Zone-centre vibrations of cubic SrTiO₃ (Pm-3m, five-atom cell), computed with Ansatz 0.2.0 by density-functional perturbation theory with PBEsol, PAW potentials, a 420 eV plane-wave cutoff and a 6×6×6 k mesh. The wavenumbers are harmonic, for a static lattice at the PBEsol geometry. Infrared intensities are in (D/Å)²/amu, summed over each degenerate level. The rows were drawn from a pool: of 90 crystals with a measured lattice constant, 2 whose relaxed edge lies over 5 % from it were taken for other phases and got no table, so the agreement shown is better than for the whole pool.

| row | computed wavenumber (cm⁻¹) | what it is | measured wavenumber (cm⁻¹) | label in the paper, method, sample | temperature of the measurement (K) | source |
| --- | --- | --- | --- | --- | --- | --- |
| 1 | n/a | n/a | 90 | TO1 soft mode (F1u); Raman scattering; powder | n/a | arXiv:cond-mat/0612296 (2006) |
| 2 | 155.4 | 3-fold, infrared intensity 5.52 | n/a | n/a | n/a | n/a |
| 3 | n/a | n/a | 170 | TO2-LO1 band; Raman scattering; powder | n/a | arXiv:cond-mat/0612296 (2006) |
| 4 | n/a | n/a | 175 | TO2; Raman; powder | 300 | pmc:10649736 (2023) |
| 5 | n/a | n/a | 175 | TO external mode at Gamma; infrared ellipsometry; bulk crystal | 300 | arXiv:1209.4739 (2012) |
| 6 | 227.5 | 3-fold, infrared intensity 0 | n/a | n/a | n/a | n/a |
| 7 | n/a | n/a | 475 | LO2 phonon at Gamma; FTIR reflectivity; bulk crystal | 300 | pmc:11150425 (2024) |
| 8 | n/a | n/a | 478 | LO3, weak; Raman; powder | 300 | pmc:10649736 (2023) |
| 9 | 533.4 | 3-fold, infrared intensity 45.6 | n/a | n/a | n/a | n/a |
| 10 | n/a | n/a | 539 | TO4 (F1u); Raman scattering; powder | n/a | arXiv:cond-mat/0612296 (2006) |
| 11 | n/a | n/a | 544 | highest TO mode at Gamma (called bending mode); infrared ellipsometry; bulk crystal | 300 | arXiv:1209.4739 (2012) |
| 12 | n/a | n/a | 545 | TO4; Raman; powder | 300 | pmc:10649736 (2023) |
| 13 | n/a | n/a | 546.1 | TO3 phonon at Gamma; FTIR reflectivity; bulk crystal | 300 | pmc:11150425 (2024) |
| 14 | 762.7 | highest mode with the field term, along x | n/a | n/a | n/a | n/a |
| 15 | 762.7 | highest mode with the field term, along z | n/a | n/a | n/a | n/a |
| 16 | n/a | n/a | 765 | highest LO mode at Gamma, 18O isotopologue; mid-infrared ellipsometry; bulk crystal | 300 | arXiv:1309.1245 (2013) |
| 17 | n/a | n/a | 788 | highest LO mode at Gamma; mid-infrared ellipsometry; bulk crystal | 300 | arXiv:1309.1245 (2013) |
| 18 | n/a | n/a | 790 | LO4; Raman; powder | 300 | pmc:10649736 (2023) |
| 19 | n/a | n/a | 793 | LO4-A2g band; Raman scattering; powder | n/a | arXiv:cond-mat/0612296 (2006) |

## Two kinds of vibration in one crystal

Strontium titanate is an ionic crystal whose optical vibrations come in two kinds. In a transverse mode (TO) the ions move at right angles to the direction in which the wave travels, and in a longitudinal mode (LO) they move along it. The highest transverse level is computed at 533 cm⁻¹ (row 9) and the highest longitudinal mode at 763 cm⁻¹ (row 14; row 15 is the same result by cubic symmetry). The bulk-crystal measurements show a similar gap, between 546 cm⁻¹ in row 13 and 788 cm⁻¹ in row 17.

Such a gap can be estimated by hand. One needs the transverse wavenumber, the charges and masses of the ions, the volume of the cell, the ability of the electrons to screen a field, and the way the infrared intensity is shared among the transverse modes. The estimate also shows that the highest longitudinal mode isn't simply the highest transverse mode made stiffer.

## What the electric field does

When positive and negative ions move apart, the crystal becomes polarised. In a longitudinal wave the polarisation points along the direction of travel, so positive and negative charge pile up in alternate layers. The field between these layers pulls the ions back and adds to the restoring force of the bonds. In a transverse wave the charge doesn't pile up in this way, and the bonds and local forces act without that additional field.

Three things decide how strong the pull is. Large charges raise it twice over, because they create the field and also feel it. Heavy ions respond sluggishly, and a large volume dilutes the charge. The electrons weaken the field by the factor $\varepsilon_\infty$, the dielectric constant when the ions stand still, which is the square of the refractive index for light well above the vibrations and well below the band gap.

These factors combine into one squared wavenumber:

$$P = K^2\,\frac{S}{V\varepsilon_\infty},\qquad S=\sum_i \frac{Z_i^2}{m_i}.$$

Here $Z_i$ is the charge of ion $i$ in elementary charges, $m_i$ its mass in atomic mass units, and $V$ the cell volume in Å³. The constant $K$ = 7015 cm⁻¹ only converts the units.

## Which charge to use

The right charge is the Born charge, which measures how much polarisation appears when an ion is moved. The calculation gives 7.3 for titanium, although its formal charge is 4. When titanium approaches an oxygen ion, the mixing of oxygen 2p and titanium 3d orbitals changes, and electrons flow along the bond. This flow adds to the polarisation made by the moving ion itself.

For the same reason oxygen has a charge of −5.8 for motion along its Ti–O bonds, but only −2.0 across them. With formal charges, and with the screening and the intensity shares left as computed, the rule below would put the highest longitudinal mode at 571 cm⁻¹, about 25 % below the computed value. In an oxide with such bonds, counting valences is therefore a poor start.

## Two patterns share one field

The total $P$ is divided among the transverse levels in proportion to their infrared intensity. The strongest level by far is a soft mode, which has no computed row in the table and for which the calculation gives an imaginary wavenumber of 86i cm⁻¹. An imaginary value means that the cubic structure, treated as a static lattice, would lower its energy by distorting along this pattern. The level of row 9 holds a share $g$ of the intensity, and the level of row 2 holds only about 2 %.

A longitudinal wave is possible where the dielectric function of the crystal vanishes. Let $x$ be the squared wavenumber sought and $H$ the squared wavenumber of the highest transverse level. For modes well above the soft one, its own squared wavenumber may be set to zero, and the small share of row 2 may be added to it. The condition then reads

$$1=\frac{(1-g)P}{x}+\frac{gP}{x-H},$$

and multiplying out gives the rule:

$$x^2-(P+H)\,x+(1-g)PH=0.$$

Its two roots are the two upper longitudinal modes.

The reason for two roots is worth seeing in numbers. If the level of row 9 felt only its own field, its squared wavenumber would rise from $H$ to $H+gP$, a wavenumber of about 610 cm⁻¹ with the values worked out below. The soft pattern alone would rise to $\sqrt{(1-g)P}$, about 645 cm⁻¹. The two would almost coincide.

But there is only one field, and each pattern feels the part that the other creates. Two nearly equal vibrations coupled in this way repel each other strongly. One combination, in which the two polarisations add, goes up to about 765 cm⁻¹; the other, in which they partly cancel, goes down to about 450 cm⁻¹. In this model the highest longitudinal mode is thus a mixture of both patterns, with much of its stiffness borrowed from the softest mode of the crystal.

## First worked row: the computed mode of row 14

The sum over the five ions is

$$S=\frac{2.555^2}{87.6}+\frac{7.301^2}{47.9}+\frac{5.784^2+2\times2.036^2}{16.0}=3.796 .$$

The terms belong to strontium, titanium and the three oxygen ions. Oxygen supplies the largest part because it is light, and strontium hardly counts.

With a cell edge of 3.891 Å and a computed $\varepsilon_\infty$ of 6.307,

$$P=\frac{7015^2\times3.796}{3.891^3\times6.307}\approx 502\,800\ \text{cm}^{-2}.$$

The transverse level gives $H=533.4^2\approx284\,500$ cm⁻². Its share follows from the intensities, $g=45.6/(211.7+5.5+45.6)\approx0.173$. The square root in the quadratic formula is then 383 200 cm⁻², so that

$$x=\frac{502\,800+284\,500+383\,200}{2}\approx585\,300\ \text{cm}^{-2},$$

and the wavenumber is 765 cm⁻¹.

This lies 0.3 % above the computed value in row 14. The agreement shows that the soft mode may be set to zero and the weak level merged with it. It is no test of the field mechanism, because the calculation contains the same field term and the estimate uses its charges.

## Second worked row: the measured mode of row 17

A comparison with experiment asks more of the rule. The transverse wavenumber now comes from the bulk crystal of row 13, so $H=546.1^2\approx298\,200$ cm⁻². For $\varepsilon_\infty$ I take 5.2, a rough recalled measured value. Charges, volume and the share $g$ are still the computed ones.

The smaller $\varepsilon_\infty$ raises $P$ to 609828 cm⁻², and the square root becomes 472 500 cm⁻². Hence

$$x=\frac{609828+298\,200+472\,500}{2}\approx690\,300\ \text{cm}^{-2},$$

which means 831 cm⁻¹. That is 5 % above the measured 788 cm⁻¹. The lower root, 467 cm⁻¹, falls 2 % below the 475 cm⁻¹ of row 7. Neither measured longitudinal value was used to set a constant of the rule.

## How good the rule is across the table

For the two upper longitudinal modes the rule is good to about 5 % of the measured wavenumbers. With the inputs of the second worked row this holds for the bulk crystals of rows 7 and 17 and also for the powder values in rows 8, 18 and 19. With purely computed inputs the roots are 765 and 450 cm⁻¹, 3 % below row 17 and 5 % below row 7, so the recalled $\varepsilon_\infty$ doesn't improve the upper mode. The powder lines carry less weight, since an ideal cubic crystal of this kind has no first-order Raman lines, and row 19 is a mixed band.

The lowest longitudinal mode needs no quadratic. A level with little infrared intensity creates little field, so its longitudinal partner stays close to it. With all polar levels kept, the field equation puts this partner at 153 cm⁻¹, beside the transverse 155 cm⁻¹ of row 2. The level in row 6 has zero intensity and doesn't split at all.

Row 16 tests the direction of a mass effect. Its crystal contains heavy oxygen, which lowers both $P$ and the bond-related part $H$. The measured mode indeed lies 23 cm⁻¹ below that of row 17. Its closeness to the computed 763 cm⁻¹ is accidental, because the calculation is for ordinary oxygen.

## Why the calculation comes out low

The calculation, with the PBEsol functional, places the highest longitudinal mode 25 cm⁻¹ below row 17. Some of this comes from the transverse modes that feed it: row 9 lies 13 cm⁻¹ below row 13, and the soft mode enters with a negative squared wavenumber. The larger part points to too small a $P$, and one likely reason is the screening. Functionals of this type make the band gap too small: here it is 1.85 eV, against roughly 3.2 eV in experiment. Electrons that are too easily displaced give too large an $\varepsilon_\infty$ and so too weak a field.

Yet the second worked row, with the smaller $\varepsilon_\infty$, overshoots. The measured rows show what is needed: the two roots of the rule add up to $P+H$, so rows 7, 13 and 17 give $P\approx475^2+788^2-546.1^2\approx548\,300$ cm⁻². The value of $P$ in the first worked row is smaller than this, and the value in the second is larger. The table thus tests the ratio of $S$ to $V\varepsilon_\infty$, but not its parts. If the recalled 5.2 is right, the Born charges, which depend on the same easily displaced electrons, are somewhat too large as well, and a measured $\varepsilon_\infty$ and computed charges make an uneven pair.

## Where the rule stops

The rule turns transverse wavenumbers into longitudinal ones, but it can't supply the transverse ones. The soft mode shows why this matters. Its squared wavenumber is what remains when the short-range repulsion between ions and the attraction between their dipoles almost cancel, so a small error in either can change even its sign.

The static calculation gives 86i cm⁻¹, while row 1 reports a real mode at 90 cm⁻¹. In the usual account, thermal and zero-point motion in the anharmonic energy landscape keeps this polar mode stable in the real crystal, and a harmonic static calculation leaves that out. The harmonic value is also sensitive to the functional and the cell volume, and a single run can't separate these causes. The two numbers look alike, but they describe opposite curvatures and mustn't be taken as agreement.

For the upper longitudinal modes this failure hardly matters. In squared wavenumbers the two results differ by $86^2+90^2\approx15\,500$ cm⁻², only 3 % of $P$. A mode can thus be delicately balanced as a transverse wave and still contribute a robust stiffness once the field acts on it. Setting it to zero would be wrong for an estimate near 100 cm⁻¹, where that difference is no longer small.

## Rule for use

Start from the highest transverse wavenumber and ask where the infrared intensity sits. If nearly all of it sits in a soft mode and $P$ exceeds $H$, the field alone sets the upper longitudinal mode at $\sqrt P$, here 709 cm⁻¹. If nearly all of it sits in the highest transverse level, the result is $\sqrt{P+H}$, here 887 cm⁻¹. For a division between the two, solve the quadratic, use Born charges, and take special care with $\varepsilon_\infty$: an error of 10 % in it shifts the answer by about 5 % at most.
